**Q.** I need the ionisation energy of SiCl₄, to judge how much energy it takes to ionise the gas in a plasma reactor. Can I read it off the HOMO of whatever functional I have at hand?

**A.** Compare the HOMO column down the table first. The molecule, its shape and its electronic state are the same in every row, so any change comes from the functional.

SiCl₄ (point group Td) in the gas phase, computed with Ansatz 0.2.0: restricted Kohn–Sham single points in the def2-TZVPP basis at the PBE0-D4/def2-TZVP geometry. HOMO and LUMO are the energies of the highest occupied and lowest empty orbitals, and the gap is their difference. The shares of exact exchange are those that define each functional, rounded to whole per cent.

| functional | class | exact exchange, short range (%) | exact exchange, long range (%) | HOMO (eV) | LUMO (eV) | gap (eV) |
| --- | --- | --- | --- | --- | --- | --- |
| SPW92 | LDA | 0 | 0 | -8.24 | -1.85 | 6.39 |
| PBE-D4 | GGA | 0 | 0 | -8.10 | -1.58 | 6.52 |
| revPBE-D4 | GGA | 0 | 0 | -8.05 | -1.47 | 6.58 |
| BLYP-D4 | GGA | 0 | 0 | -7.92 | -1.47 | 6.44 |
| r2SCAN-D4 | meta-GGA | 0 | 0 | -8.49 | -1.20 | 7.29 |
| B97M-V | meta-GGA | 0 | 0 | -8.58 | -1.12 | 7.46 |
| r2SCANh-D4 | global hybrid | 10 | 10 | -9.01 | -0.85 | 8.16 |
| B3LYP-D4 | global hybrid | 20 | 20 | -9.24 | -0.83 | 8.41 |
| PBE0-D4 | global hybrid | 25 | 25 | -9.54 | -0.56 | 8.98 |
| r2SCAN0-D4 | global hybrid | 25 | 25 | -9.80 | -0.33 | 9.47 |
| HSE06-D4 | screened hybrid | 25 | 0 | -9.14 | -0.94 | 8.20 |
| BHLYP-D4 | global hybrid | 50 | 50 | -10.81 | 0.57 | 11.38 |
| CAM-B3LYP-D4 | range-separated | 19 | 65 | -10.90 | 0.57 | 11.47 |
| LC-wPBE | range-separated | 0 | 100 | -12.37 | 1.87 | 14.24 |
| wB97X-V | range-separated | 17 | 100 | -11.97 | 1.76 | 13.73 |
| wB97M-V | range-separated | 15 | 100 | -11.77 | 1.54 | 13.31 |

**Q.** It runs from −7.92 eV with BLYP to −12.37 eV with LC-wPBE. Which end is right?

**A.** The lower end. The measured vertical ionisation energy is roughly 12 eV, a recalled figure, good enough to sort errors of several electronvolts. Against it, the LDA, GGA and meta-GGA rows put the HOMO 3.4 to 4.1 eV too high. Your plasma threshold would come out too low by about a third.

**Q.** Why so much? I thought these functionals gave decent energies.

**A.** Their total energies are far better than their orbital energies, and the reason is a matter of slopes. Imagine removing the electron bit by bit. The exact total energy is then a straight line between the ion and the neutral molecule, and its slope is minus the ionisation energy. A semilocal functional gives a curve that sags below that line, even when both end points are about right. The HOMO is the slope at the neutral end, where the sagging curve is too flat, so the HOMO lies too high. On the other side, where an electron is added, the same sag puts the LUMO too low.

**Q.** Where does the sag come from?

**A.** From an electron that partly repels itself. The hydrogen atom shows it most simply: its single electron has nothing to repel it, yet the Coulomb term of the calculation includes its own charge cloud. Exact exchange cancels that term completely, semilocal exchange only in part, and the semilocal level ends up at roughly half its true depth. The comparison holds for the direction of the error but not for the best dose of the cure. In SiCl₄ the other electrons respond when one leaves, and exact exchange alone leaves that response out.

**Q.** Before I pay for exact exchange, could a better semilocal functional do the job?

**A.** Only a little of it. The LDA and GGA gaps agree within 0.19 eV and the HOMOs within about 0.3 eV, so for this purpose it hardly matters which of them you take. The meta-GGA r2SCAN opens the gap by 0.77 eV relative to PBE, plausibly because its potential depends on the orbitals themselves and not just on the density. Its HOMO is still about 3.5 eV too high.

**Q.** And a global hybrid such as PBE0?

**A.** Exact exchange lowers the HOMO and raises the LUMO. From PBE to PBE0 the gap grows by 2.46 eV, or about 0.1 eV for each per cent of exact exchange. The pair BLYP and BHLYP gives the same rate, and the gap of B3LYP falls on the straight line between them, though its HOMO lies 0.16 eV below the corresponding line. At 25 % the HOMO of PBE0 is still about 2.5 eV too high, and even the 50 % of BHLYP leaves it more than 1 eV short.

**Q.** HSE06 also has 25 %, but its gap is 0.78 eV smaller than that of PBE0.

**A.** It has 25 % only at short range. The Coulomb interaction is split into a short-range part and a long-range part $\mathrm{erf}(\omega r)/r$, where $r$ is the distance between two electrons and $1/\omega$ is the distance at which one part hands over to the other. HSE06 uses exact exchange in the first part only. Its handover distance is about 4.8 Å, while two chlorine atoms here are about 3.3 Å apart. Across the molecule the long-range part is therefore almost a constant, $v_0 = 2\omega/\sqrt{\pi}$ in atomic units.

**Q.** Does a constant interaction make the exchange easy to work out?

**A.** Yes. Exact exchange with a constant interaction lowers each occupied level by $v_0$ and leaves the empty ones alone. The semilocal version knows only that every electron is surrounded by a hole of exactly one missing electron. Its energy is $-v_0/2$ per electron, so it lowers occupied and empty levels alike by $v_0/2$. Replacing a fraction $a$ of the semilocal by the exact form must then push the HOMO down by $a v_0/2$ and the LUMO up by the same amount.

**Q.** Can I check that with numbers?

**A.** Take the usual $\omega = 0.11$ bohr⁻¹ of HSE06 and $a = 0.25$:

$$a v_0 = 0.25 \times \frac{2 \times 0.11}{\sqrt{\pi}} \times 27.2\ \text{eV} \approx 0.84\ \text{eV}.$$

Each level should move by 0.42 eV. Between HSE06 and PBE0 the HOMO drops by 0.40 eV and the LUMO rises by 0.38 eV. The estimate contains no adjusted quantity, and it gets both the size and the even split right.

**Q.** LC-wPBE puzzles me more. It has no exact exchange at short range and yet the widest gap.

**A.** Its "short range" is very short. With the usual $\omega = 0.40$ bohr⁻¹ the handover comes at 1.32 Å, less than the Si–Cl bond length of about 2.0 Å. Most of the exchange that acts on the valence levels therefore counts as long range, and there LC-wPBE uses 100 % exact exchange. The percentages in the table mean little until you know the distance at which they change over.

**Q.** Does the constant interaction still work there?

**A.** No, it would make the gap more than 4 eV too large, because the interaction now varies strongly inside the molecule. You have to average it over the distances at which exchange acts. The simplest choice is a Gaussian spread of distances with one width $s$. The average of $1/r$ is then $C/s$, and that of the long-range part is $C/\sqrt{s^2 + 1/\omega^2}$, with $C = 2e^2/(4\pi\varepsilon_0\sqrt{\pi}) = 16.25$ eV Å.

**Q.** Where does $s$ come from?

**A.** From the step between PBE and PBE0, and from that alone. A quarter of exact exchange opened the gap by 2.46 eV, so the full amount would open it by 9.84 eV. Setting $C/s$ equal to this gives $s = 1.65$ Å, a length of the order of a bond. For LC-wPBE, which had no part in fixing $s$, you add the long-range average to the PBE gap:

$$6.52 + \frac{16.25}{\sqrt{1.65^2 + 1.32^2}} \approx 6.52 + 7.7 \approx 14.2\ \text{eV}.$$

The calculation gives 14.24 eV.

**Q.** That is suspiciously good. Does it hold elsewhere?

**A.** For HSE06 and wB97X-V, started from PBE, and for CAM-B3LYP, started from BLYP, it comes within 0.1 eV, which is better than so crude a picture deserves. HSE06 hardly tests the width, though, since the constant interaction already came within 0.1 eV there. For r2SCAN0, started from r2SCAN, it is 0.28 eV too high. For wB97M-V it is 0.4 eV too high if you start from the PBE gap, and 1.3 eV too high if you start from B97M-V, the meta-GGA of the same family. The model describes what exact exchange adds, and it needs a sensible semilocal starting point. For CAM-B3LYP and the three functionals with 100 % at long range, the LUMO also lies above zero and depends on the basis set, so there the match is only with the gaps in this basis. I would use the model to understand the steps and not to replace a calculation.

**Q.** What would it lead me to expect for a molecule with more spread-out orbitals?

**A.** A larger $s$. Each per cent of global exact exchange would then open the gap by less, and more of that opening would come from the long-range part. A screened functional such as HSE06 would lose a larger fraction of the effect than it does here.

**Q.** Back to the ionisation energy. Is it the long range that puts the HOMO right?

**A.** The table shows that enough exact exchange does it, but not that the long range as such is needed. CAM-B3LYP and wB97X-V have similar short-range shares, but the first reaches 65 % at long range and the second 100 %. Their HOMOs lie at −10.90 and −11.97 eV, although the two also differ in their semilocal parts. But BHLYP, with 50 % at all distances, has nearly the HOMO of CAM-B3LYP, −10.81 eV. From PBE to PBE0 the HOMO drops by 1.44 eV for 25 %, so at that rate a global share of about 70 % would also reach −12 eV. What seems to count is the share of exact exchange at distances of the order of a bond, and here the functionals with 100 % at long range supply the largest share. They also give an electron far outside the molecule the full attraction of the ion left behind, but this table can't separate that effect from the size of the dose.

**Q.** So which of the three functionals with 100 % is best?

**A.** A rough 12 eV can't decide that. All three lie within about 0.4 eV of it, and they differ among themselves by up to 0.6 eV. Take that spread as the least uncertainty to allow for when you read an ionisation energy from an orbital, since the three may also share an error. If you need 0.1 eV, compute the neutral molecule and the cation separately and subtract their total energies, with a method tested for that purpose. The difference uses the two ends of the energy curve and so removes most of the error in its slope, but the cation end has its own. I would expect the hole to be shared among the four equivalent chlorine atoms, and a semilocal functional to put such a spread-out hole too low in energy, so the difference should still depend on the share of exact exchange. For 0.1 eV a correlated wavefunction method is the safer choice.

**Q.** Can I at least use the LC-wPBE gap as ionisation energy minus electron affinity?

**A.** Not as it stands. Its LUMO lies at +1.87 eV, so this calculation finds no bound level for an extra electron, and the basis set has no diffuse functions to let the electron escape. In a far more diffuse basis I would expect the lowest empty level to slide down towards zero, unless a bound level turned up. The gap would then shrink towards the depth of the HOMO, 12.37 eV. BHLYP, CAM-B3LYP, wB97X-V and wB97M-V have positive LUMOs too, so their gaps carry the same reservation.

**Q.** Would the gap tell me where the molecule absorbs light?

**A.** No. Light leaves the excited electron and the hole in the same molecule, where they attract each other, and the wide gaps of the functionals with 100 % long-range exchange leave that attraction out. In a semilocal calculation the empty orbitals feel the same potential as the filled ones, so the gap is closer to an excitation energy, but it's still only a rough guide. For absorption you need an excited-state calculation.

**Q.** What do the better levels cost?

**A.** Semilocal functionals are the cheapest. Exact exchange adds integrals over four orbitals, whose number formally grows as the fourth power of the basis size, though much of that can be screened away in large systems. Range separation adds a second, modified set of these integrals, a moderate extra factor. For five atoms none of this should decide the choice. In a periodic solid, cutting off the long-range part makes exact exchange much easier to converge, which is the case for HSE06. In a free molecule the same cut removes a piece that you want.

**Q.** Then how should I choose?

**A.** Start from the error you can bear. If 4 eV is harmless because you only want the shapes of the orbitals, a GGA will do. If the HOMO has to stand for an ionisation energy to about half an electronvolt, take a functional with 100 % exact exchange at long range. That accuracy is what SiCl₄ shows, so test it on a related molecule with a known value before you rely on it elsewhere. If you need better than that, stop reading orbital energies and subtract total energies from a method tested on ionisation energies, since with a density functional the shared hole can still shift the result. If the lowest empty level lies above zero, repeat the calculation with diffuse functions. If the level then merely slides towards zero, no extra electron is bound, and the gap tells you little beyond the depth of the HOMO.
